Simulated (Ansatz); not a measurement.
LaBi3: energy above lowest point against volume scale

All results are calculated (Ansatz 0.2.0). Free energy against uniform scaling of the volume at fixed shape and fractions; periodic cell, basis, potentials, k mesh and filling as listed.

The cell before it is scaled or strained (space group Pm-3m, No. 221):
```
CELL_PARAMETERS angstrom
5.01180 0.00000 0.00000
0.00000 5.01180 0.00000
0.00000 0.00000 5.01180
ATOMIC_POSITIONS crystal
La 0.00000 0.00000 0.00000
Bi 0.50000 0.00000 0.50000
Bi 0.00000 0.50000 0.50000
Bi 0.50000 0.50000 0.00000
```

Settings of every row: functional PBEsol; dispersion none; potentials PAW; wave cutoff 500 eV; density cutoff 2000 eV; k mesh 5x5x5; k shift 0x0x0; occupations fermi dirac; smearing width 0.15 eV; spin none; SCF threshold exponent -10.

Limits: coarse k mesh, up to 40 meV an atom off; no spin-orbit coupling, which can matter with elements this heavy; the cell comes from a prototype or a list of computed structures and needn't be the stable phase.

```
row  volume scale  V (Å³/atom)  energy above lowest point (meV/atom)
  1           0.9       28.325                                  21.7
  2         0.925       29.111                                   6.3
  3          0.95       29.898                                     0
  4         0.975       30.685                                   1.6
  5             1       31.472                                  10.1
  6         1.025       32.259                                  24.6
  7          1.05       33.045                                     ?
  8         1.075       33.832                                  68.3
  9           1.1       34.619                                  96.3
```

Question: what energy above lowest point should row 7 give?

Worked fit of energy above lowest point. Take u = (V_r/V)^(2/3) − 1 with V_r = 31.078 Å³ an atom, which is twice the finite (Eulerian) strain; such expansions in the strain, on which the Birch-Murnaghan equation of state is built, carry the rest volume and the bulk modulus. The shown rows have u = 0.06379, 0.04455, 0.02614, 0.00852, -0.00836, -0.02456, -0.05503, -0.06941. Least squares give energy above lowest point = 5.06 − 505.5 × u + 11843 × u² + 2694 × u³ meV/atom; a parabola predicts inner rows, each left out in turn, worse (root mean square 0.19 against 0.023 meV/atom). All shown rows lie on it to the printed digit. Its lowest point lies at u = 0.0212, or V = 30.12 Å³ an atom, and the curvature there gives the bulk modulus at fixed shape and fractions, B = (4/9)(1 + u)² E″(u)/V = 59.2 GPa. The withheld row has u = -0.04009, so the fit gives 5.06 − 505.5 × (-0.04009) + 11843 × (-0.04009)² + 2694 × (-0.04009)³ = 44.2 meV/atom.

The calculation gave 44.2 meV/atom. The fit meets it to the printed digit.
